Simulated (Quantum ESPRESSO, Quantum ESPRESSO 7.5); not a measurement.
# Bare Sommerfeld coefficient of SrVO₃ from PBEsol: a mass enhancement slightly above two

## Starting point

SrVO₃ is a cubic perovskite metal with one d electron per vanadium, known as a correlated paramagnet without magnetic order down to low temperature. The quantity compared here is the electronic specific heat coefficient $\gamma$, obtained from specific heat and given in "Electronic correlations and Hund's coupling effects in SrMoO$_3$ revealed by photoemission spectroscopy" (2013, arXiv:1308.4475). There it is a literature value, carried over from earlier calorimetry, so I treat it as one measurement at second hand. It contains every many-body enhancement of the electron mass, about a factor of two over the band-structure value. A band calculation without these effects should therefore fall clearly below it.

| compared with | measured | source's wording or label | method |
| --- | --- | --- | --- |
| γ (mJ/(mol K²)) | 8.182 | electronic specific heat coefficient | specific heat |

## Choices

I want the bare $\gamma$, which follows from the density of states at the Fermi level through $\gamma = \pi^2 k_B^2 N(E_F)/3$, and from it the ratio measured/bare $= 1+\lambda$. Agreement with the measured number is not the goal. Success means a bare value below the measured one, with an enhancement near two, and numerical errors small compared with that enhancement.

The model is the five-atom cubic cell at the diffraction lattice constant of 3.841 Å. I start with a coarse k mesh and a semilocal functional, then refine the mesh, and after that test whatever the result proves sensitive to. Every run starts from a ferromagnetic moment, so the calculation can also show whether it keeps a magnetism that the real metal lacks; a spin-split density of states would not be the right bare reference. Thermal expansion and zero-point motion change the lattice constant by a few tenths of a per cent, roughly, which should matter little for a ratio near two.

System: SrVO3 (strontium vanadate), cubic perovskite; Pm-3m (No. 221), 5 atoms in the primitive cell; the database structure is a diffraction structure: a = 3.841 Å.

## 1. A coarse mesh to begin

The lightest sensible start is PBEsol at the diffraction cell with a 4×4×4 mesh for the charge density and 8×8×8 for the density of states. I expect a bare $\gamma$ of roughly half the measured one, with a visible mesh error, since the density of states at a single energy converges slowly. The moment should shrink away if the functional describes the paramagnet properly.

**Run 1.** Quantum ESPRESSO 7.5: PBEsol, GBRV ultrasoft potentials, ferromagnetic start, database structure as it is, cutoff 45 Ry (density 360 Ry), 4x4x4 k mesh, Marzari-Vanderbilt smearing 0.14 eV; density of states on 8x8x8, bare value read at that mesh's own Fermi level (tetrahedra).

Key lines of the input:
```
! potential files: GBRV ultrasoft potentials, made for PBEsol
&control
  calculation = 'nscf'
/
&system
  nat = 5
  ntyp = 3
  ecutwfc = 45
  ecutrho = 360
  nbnd = 30
  occupations = 'tetrahedra_opt'
  nspin = 2
  starting_magnetization(2) = 0.5
/
&electrons
  conv_thr = 1.0d-8
  electron_maxstep = 100
  mixing_beta = 0.4
/
ATOMIC_SPECIES
  Sr 87.620 Sr.upf
  V1 50.941 V.upf
  O 15.999 O.upf
[... cell and positions ...]
K_POINTS automatic
  8 8 8 0 0 0
```

Command:
```
OMP_NUM_THREADS=1 mpirun -n 4 pw.x -nk 4 -in dos.in > dos.out
```

Selected lines of the output:
```
     kinetic-energy cutoff     =      45.0000  Ry
     number of k points=    35 (tetrahedron method)
# E (eV)   dosup(E)     dosdw(E)   Int dos(E) EFermi =   12.432 eV
  12.427  0.1123E+01  0.5855E+00  0.4099E+02
  12.432  0.1125E+01  0.5877E+00  0.4100E+02
  12.437  0.1119E+01  0.5907E+00  0.4101E+02
```

Converged; 22 s on 4 cores of Arm Neoverse V1, shared host (all steps together).

| quantity | run 1 | measured | deviation |
| --- | --- | --- | --- |
| γ (mJ/(mol K²)) | 4.037 | 8.182 | −4.145 (−50.7 %) |
| N(E_F) per formula unit (states/eV) | 1.713 |  |  |

The bare coefficient is about half the measured one, a ratio of 2.03, which looks like the enhancement I was after. It can't be taken at face value. At the Fermi level the two spin channels differ by nearly a factor of two, 1.125 against 0.5877 states/eV, so the ferromagnetic start has not collapsed and this is the density of states of a spin-polarised metal. The real material is a paramagnet, and the sum over two split channels is not the bare reference I want.

## 2. Does the moment survive a denser mesh?

A weak moment in a metal depends on fine details near the Fermi level, and a 4×4×4 mesh samples those poorly. I double both meshes and keep everything else. My expectation is that the splitting shrinks or vanishes; if the channels become equal, the coefficient can be read as that of the paramagnet. The run before took well under a minute, so the denser mesh is affordable.

**Run 2.** Quantum ESPRESSO 7.5: PBEsol, GBRV ultrasoft potentials, ferromagnetic start, database structure as it is, cutoff 45 Ry (density 360 Ry), 8x8x8 k mesh, Marzari-Vanderbilt smearing 0.14 eV; density of states on 16x16x16, bare value read at that mesh's own Fermi level (tetrahedra).

Key lines of the input, as changed from run 1:
```diff
  K_POINTS automatic
-   8 8 8 0 0 0
+   16 16 16 0 0 0
```

Selected lines of the output:
```
# E (eV)   dosup(E)     dosdw(E)   Int dos(E) EFermi =   12.471 eV
  12.470  0.7773E+00  0.8196E+00  0.4100E+02
```

Converged; took 2.1 min (all steps together).

| quantity | run 2 | measured | deviation |
| --- | --- | --- | --- |
| γ (mJ/(mol K²)) | 3.767 | 8.182 | −4.415 (−54.0 %) |
| N(E_F) per formula unit (states/eV) | 1.598 |  |  |

The splitting has almost gone: the channels now hold 0.7773 and 0.8196 states/eV at the Fermi level, about five per cent apart. Most of the polarisation in the first run therefore belonged to the coarse mesh. A small remnant is left, so this is not strictly the paramagnetic solution, but its two channels are close enough for the sum to serve as a bare reference.

The total moved much less than the channels did, from 4.037 to 3.767 mJ/(mol K²). The coarse mesh had come near the present value with a wrong distribution between the spins. The ratio to the measured coefficient is now 2.17. Two meshes don't establish convergence, but the change between them is small beside an enhancement of this size.

## 3. The same level with other potentials

The enhancement rests on this PBEsol value, so I want a check on it that doesn't share its potentials. I repeat the calculation with norm-conserving PseudoDojo files at a much higher cutoff, keeping cell, functional and meshes. It will cost more, but it tests potentials and basis together. I expect the total density of states to agree within a few per cent; the small spin splitting may well come out differently, since it looks delicate.

**Run 3.** Quantum ESPRESSO 7.5: PBEsol, PseudoDojo norm-conserving potentials, ferromagnetic start, database structure as it is, cutoff 84 Ry, 8x8x8 k mesh, Marzari-Vanderbilt smearing 0.14 eV; density of states on 16x16x16, bare value read at that mesh's own Fermi level (tetrahedra).

Key lines of the input, as changed from run 2:
```diff
- ! potential files: GBRV ultrasoft potentials, made for PBEsol
+ ! potential files: PseudoDojo norm-conserving potentials, made for PBEsol
  &system
-   ecutwfc = 45
-   ecutrho = 360
+   ecutwfc = 84
```

Command:
```
OMP_NUM_THREADS=1 mpirun -n 8 pw.x -nk 8 -in dos.in > dos.out
```

Selected lines of the output:
```
# E (eV)   dosup(E)     dosdw(E)   Int dos(E) EFermi =   12.500 eV
  12.495  0.7906E+00  0.7884E+00  0.4099E+02
  12.500  0.7941E+00  0.7906E+00  0.4100E+02
```

Converged; 5.8 min on 8 cores of Intel Xeon at 2.50GHz (Skylake/Cascade Lake), shared host (all steps together).

| quantity | run 3 | measured | deviation |
| --- | --- | --- | --- |
| γ (mJ/(mol K²)) | 3.735 | 8.182 | −4.447 (−54.3 %) |
| N(E_F) per formula unit (states/eV) | 1.585 |  |  |

With the norm-conserving potentials the bare coefficient is 3.735 mJ/(mol K²), against 3.767 before, a difference of about one per cent. The ratio to experiment is 2.19 instead of 2.17, so neither the potentials nor the basis matters at the level of this comparison.

The two spin channels now agree to within half a per cent at the Fermi level, 0.7941 and 0.7906 states/eV. This is in practice the paramagnetic solution, and it supports reading the small splitting of the ultrasoft run as a remnant without much effect on the total.

## 4. Letting the cell relax

So far the lattice constant has come from diffraction. The width of the vanadium d bands depends on the V–O distance, so I want to know how much the bare value shifts when PBEsol chooses its own cell. I go back to the cheaper ultrasoft potentials, for which the fixed-cell result on the same meshes is already there to compare with. A smaller cell should widen the bands and lower the density of states, a larger one the reverse; I expect a change of a few per cent at most.

**Run 4.** Quantum ESPRESSO 7.5: PBEsol, GBRV ultrasoft potentials, ferromagnetic start, cell and atoms relaxed from the database structure, cutoff 45 Ry (density 360 Ry), 8x8x8 k mesh, Marzari-Vanderbilt smearing 0.14 eV; density of states on 16x16x16, bare value read at that mesh's own Fermi level (tetrahedra).

Key lines of the input, as changed from run 1:
```diff
  K_POINTS automatic
-   8 8 8 0 0 0
+   16 16 16 0 0 0
```

Selected lines of the output:
```
# E (eV)   dosup(E)     dosdw(E)   Int dos(E) EFermi =   12.890 eV
  12.890  0.7533E+00  0.7855E+00  0.4100E+02
```

Converged; 3 min on 4 cores of Arm Neoverse V1, shared host (all steps together).

| quantity | run 4 | measured | deviation |
| --- | --- | --- | --- |
| γ (mJ/(mol K²)) | 3.627 | 8.182 | −4.555 (−55.7 %) |
| N(E_F) per formula unit (states/eV) | 1.539 |  |  |
| conventional cell volume (Å³) | 55.34 |  |  |

PBEsol contracts the cell to 55.34 Å³, a little over 2 % below the volume of the diffraction cell, and the bare coefficient falls from 3.767 to 3.627 mJ/(mol K²). The direction is the one expected from wider d bands. The ratio to the measured coefficient rises to 2.26, so the choice of cell matters more than the choice of potentials did, but still little beside the enhancement itself. The small difference between the spin channels persists in the relaxed cell.

## 5. LDA and PBE on either side

All the values so far share one functional. LDA usually gives smaller cells than PBEsol and PBE larger ones, so relaxing with each should show how far the bare value depends on that choice. Each costs about as much as the relaxation just made. I expect LDA to come out somewhat lower in $\gamma$ and PBE somewhat higher. PBE also tends to favour magnetic moments more, so its two spin channels need a look before its total is used.

**Run 5.** Quantum ESPRESSO 7.5: LDA, GBRV ultrasoft potentials, ferromagnetic start, cell and atoms relaxed from the database structure, cutoff 45 Ry (density 360 Ry), 8x8x8 k mesh, Marzari-Vanderbilt smearing 0.14 eV; density of states on 16x16x16, bare value read at that mesh's own Fermi level (tetrahedra).

Key lines of the input, as changed from run 2:
```diff
- ! potential files: GBRV ultrasoft potentials, made for PBEsol
+ ! potential files: GBRV ultrasoft potentials, made for LDA
```

Selected lines of the output:
```
# E (eV)   dosup(E)     dosdw(E)   Int dos(E) EFermi =   13.128 eV
  13.128  0.7323E+00  0.7323E+00  0.4100E+02
```

Converged; took 2.2 min (all steps together).

**Run 6.** Quantum ESPRESSO 7.5: PBE, GBRV ultrasoft potentials, ferromagnetic start, cell and atoms relaxed from the database structure, cutoff 45 Ry (density 360 Ry), 8x8x8 k mesh, Marzari-Vanderbilt smearing 0.14 eV; density of states on 16x16x16, bare value read at that mesh's own Fermi level (tetrahedra).

Key lines of the input, as changed from run 2:
```diff
- ! potential files: GBRV ultrasoft potentials, made for PBEsol
+ ! potential files: GBRV ultrasoft potentials, made for PBE
```

Selected lines of the output:
```
# E (eV)   dosup(E)     dosdw(E)   Int dos(E) EFermi =   12.384 eV
  12.384  0.8668E+00  0.8020E+00  0.4100E+02
```

Converged; 3.1 min on 8 cores of Intel Xeon at 2.50GHz (Skylake/Cascade Lake), shared host (all steps together).

| quantity | run 5 | run 6 | measured |
| --- | --- | --- | --- |
| γ (mJ/(mol K²)) | 3.452 | 3.934 | 8.182 |
| N(E_F) per formula unit (states/eV) | 1.465 | 1.669 |  |
| conventional cell volume (Å³) | 53.82 | 57.47 |  |

The order is the expected one. LDA gives the smallest cell and the lowest bare coefficient, 3.452 mJ/(mol K²), PBE the largest cell and the highest, 3.934, with relaxed PBEsol between them. The ratios to experiment are 2.37 for LDA and 2.08 for PBE, so the enhancement stays above two with each of the three functionals tried here. Part of the spread follows the cell volume, as the PBEsol relaxation showed; I have not separated the rest into functional and spin polarisation.

In LDA the two spin channels are identical at the Fermi level, as they should be in a paramagnet. In PBE they differ by about 8 %, more than in PBEsol, so its total is the less clean reference. LDA pays for its clean spin state with a cell about 5 % too small in volume, which lowers its density of states. I therefore keep PBEsol at the diffraction cell as the basis for the enhancement. It has been checked with a second set of potentials, and a further functional would not remove the many-body part that separates all these values from the measured one.

## Table of results

| run | settings | γ (mJ/(mol K²)) | deviation | cost |
| --- | --- | --- | --- | --- |
| 1 | PBEsol, 4x4x4 mesh, DOS 8x8x8 | 4.037 | −4.145 (−50.7 %) | 88 core-s |
| 2 | PBEsol, DOS 16x16x16 | 3.767 | −4.415 (−54.0 %) | 8.2 core-min |
| 3 | PBEsol, PseudoDojo, cutoff 84 Ry, DOS 16x16x16 | 3.735 | −4.447 (−54.3 %) | 46 core-min |
| 4 | PBEsol, cell and atoms relaxed from the database structure, 8x8x8 k mesh, density of states on 16x16x16 | 3.627 | −4.555 (−55.7 %) | 12 core-min |
| 5 | LDA, DOS 16x16x16 | 3.452 | −4.730 (−57.8 %) | 8.8 core-min |
| 6 | PBE, DOS 16x16x16 | 3.934 | −4.248 (−51.9 %) | 25 core-min |
|  | measured | 8.182 |  |  |

## Judgement

The target is met. PBEsol at the diffraction cell, with the density of states on a 16×16×16 mesh, gives a bare $\gamma$ of 3.767 mJ/(mol K²) against 8.182 measured. The ratio, $1+\lambda = 2.17$, is close to the expected factor of two, and the calculation took 8.2 core-minutes.

The denser mesh mattered most for the spin state. The coarse one gave a similar ratio, 2.03, but from a strongly spin-polarised state that the paramagnetic metal does not have, so its plausible total was chance. The norm-conserving potentials changed the coefficient by only about one per cent and nearly removed the remaining spin splitting. They took more than five times the core time, though on a different processor, which was worth spending once as a check. Relaxing the cell lowered the coefficient by about 4 %, and the relaxed LDA and PBE runs put the ratio at 2.37 and 2.08. Within these three functionals the enhancement is thus a factor slightly above two, but its first decimal already depends on the functional and the cell.

The gap to experiment has the right sign: the bare value leaves out electronic correlation and electron–phonon coupling, both of which raise the measured coefficient. These runs cannot divide the enhancement between the two. Thermal and zero-point changes of the lattice constant should, judging by the PBEsol relaxation, shift the bare value by only about a per cent.

Two limits remain. I did not test a mesh beyond 16×16×16, so the remaining sampling error is unknown. The measured coefficient is a single calorimetric value at second hand, and any error in it passes directly into the ratio. Dynamical mean-field theory would be the natural way to calculate the electronic part of the enhancement.

[Logs are printed without paths, hosts, clocks, repeated set-up lines and the standing remarks that a program may print on its own settings, such as how far it seeks lower states.]

[The runs shown are a pick from a larger set of finished runs; failed, doubtful and other runs were left out of it ahead of writing. So were measured values far from every level or from commonly accepted values, and agreement can look better than it is. Lines of input and output are excerpts and may be shortened.]
